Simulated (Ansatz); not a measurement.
## Pd: pressure and energy change per atom as volume scale varies

All results are calculated (Ansatz 0.2.0). Plane-wave DFT, scalar-relativistic PAW made under PBE with cores redone for the functional, no dispersion; the given relaxed cell is scaled uniformly, energy at zero smearing counts from the unscaled cell, pressure at the given Fermi-Dirac smearing is positive in compression.

The cell before it is scaled or strained (space group P6_3/mmc, No. 194):
```
cell vectors (Å)
   2.7173     0.0000     0.0000
  -1.3586     2.3532     0.0000
   0.0000     0.0000     4.5727
atoms (fractions of the cell vectors)
Pd  0.33333  0.66667  0.25000
Pd  0.66667  0.33333  0.75000
```

Settings of every row: spin polarised yes; functional PBEsol; wave cutoff 420 eV; smearing width 0.05 eV; k mesh 15x15x8.

Atom:
| element | starting moment (Bohr magneton) |
| --- | --- |
| Pd | 0.5 |
| Pd | -0.5 |

Limits: search for a lower magnetic state is off; the cell comes from a prototype or a list of computed structures and needn't be the stable phase.

| row | volume scale | V (Å³/atom) | pressure (GPa) | energy change per atom (meV) |
| --- | --- | --- | --- | --- |
| 1 | 0.88 | 12.865 | 36.38 | 172.56 |
| 2 | 0.92 | 13.45 | 21.08 | 69.42 |
| 3 | 0.96 | 14.035 | ? | ? |
| 4 | 1.04 | 15.205 | -7.07 | 13.96 |
| 5 | 1.08 | 15.789 | -12.54 | 50.75 |
| 6 | 1.12 | 16.374 | -16.71 | 105.04 |

Largest site moment is 0 Bohr magneton in every row.

Question: what pressure and energy change per atom should row 3 give?

Worked fit of pressure. Take u = (V_r/V)^(2/3) − 1 with V_r = 15.205 Å³ an atom, which is twice the finite (Eulerian) strain; such expansions in the strain, on which the Birch-Murnaghan equation of state is built, carry the rest volume and the bulk modulus. The shown rows have u = 0.11785, 0.0852, 0, -0.02481, -0.04818. Least squares give pressure = −7.188 + 245.45 × u + 1044.55 × u² GPa; a straight line predicts inner rows, each left out in turn, worse (root mean square 3 against 0.31 GPa). The rows lie off it by 0.13, -0.23, 0.12, 0.09, -0.12 (root mean square 0.15 GPa). The withheld row has u = 0.05483, so the fit gives −7.188 + 245.45 × (0.05483) + 1044.55 × (0.05483)² = 9.41 GPa.

The calculation gave 9.22 GPa. The fit lies 0.19 GPa (2.1 % of the value, 0.36 % of the column's range) above it; its largest miss of a shown row is 0.23 GPa.

Worked fit of energy change per atom. Take u = (V_r/V)^(2/3) − 1 with V_r = 15.205 Å³ an atom, which is twice the finite (Eulerian) strain; such expansions in the strain, on which the Birch-Murnaghan equation of state is built, carry the rest volume and the bulk modulus. The shown rows have u = 0.11785, 0.0852, 0, -0.02481, -0.04818. Least squares give energy change per atom = 12.694 − 992.093 × u + 19817.34 × u² meV; a straight line predicts inner rows, each left out in turn, worse (root mean square 56 against 3.6 meV). The rows lie off it by 1.55, -2.60, 1.27, 1.24, -1.46 (root mean square 1.7 meV). The withheld row has u = 0.05483, so the fit gives 12.694 − 992.093 × (0.05483) + 19817.34 × (0.05483)² = 17.87 meV.

The calculation gave 15.6 meV. The fit lies 2.27 meV (15 % of the value, 1.4 % of the column's range) above it; its largest miss of a shown row is 2.60 meV.
